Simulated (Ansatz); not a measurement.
**Strength of the Si–H bond: C2H6GeSi → C2H5GeSi + H**

Species: C2H6GeSi `[SiH3]C#[C][GeH3]`, singlet; C2H5GeSi `[SiH2]C#[C][GeH3]`, doublet; H atom, doublet. 

Shapes, held fixed at every level: PBE0-D4/def2-TZVP. Programs: Ansatz 0.2.0. Electronic energies: no zero-point or thermal term.

| level | kind | ΔE (kJ/mol) | CPU time (sum over the molecules) |
| --- | --- | --- | --- |
| HF/def2-SVP | Hartree–Fock | +312.3 | – |
| HF/def2-TZVPP | Hartree–Fock | +315.0 | – |
| PBE-D4/def2-TZVPP | GGA | +370.1 | 19 s |
| r2SCAN-D4/def2-TZVPP | meta-GGA | +375.4 | 44 s |
| B3LYP-D4/def2-TZVPP | global hybrid | +390.0 | 37 s |
| r2SCAN0-D4/def2-TZVPP | global hybrid | +378.7 | 52 s |
| wB97X-V/def2-TZVPP | range-separated hybrid | +400.5 | 66 s |
| B2PLYP/def2-TZVPP | double hybrid | +391.9 | 46 s |

B2PLYP/def2-TZVPP gives ΔE = +391.9 kJ/mol; the levels span +312.3 to +400.5. The median of the levels is +377.1. Hartree–Fock misses the correlation of the pair that is broken and comes out low. No measured value is set beside it here. Spin contamination: C2H5GeSi (⟨S²⟩ up to 0.87). Open shells run unrestricted unless RO is named. Relativity is left out for Ge unless named. Correlated rows may include outer-core shells of Ge, which these sets cover unevenly. Times are processor times on shared x86 and Arm servers, and rough.

Breaking the Si–H bond is strongly endothermic at every level, as expected for a covalent bond built from good overlap between a silicon sp³-type hybrid and hydrogen 1s. The radical left behind can delocalise its unpaired electron into the adjacent C≡C π system, but silicon 3p overlaps less well with carbon 2p than a carbon radical centre would, so this stabilisation is probably modest.

The two Hartree–Fock rows differ little, so basis size cannot account for their distance from the density functionals. Among the latter, going from r2SCAN to r2SCAN0 raises the energy only from +375.4 to +378.7 kJ/mol, which suggests that the wider spread reflects the whole exchange–correlation treatment rather than the exact-exchange fraction alone. Zero-point energy would lower the dissociation energy, because the Si–H stretch and associated bending modes are lost. Without the same reaction for silane, the values don't show how far the alkynyl group weakens the bond.
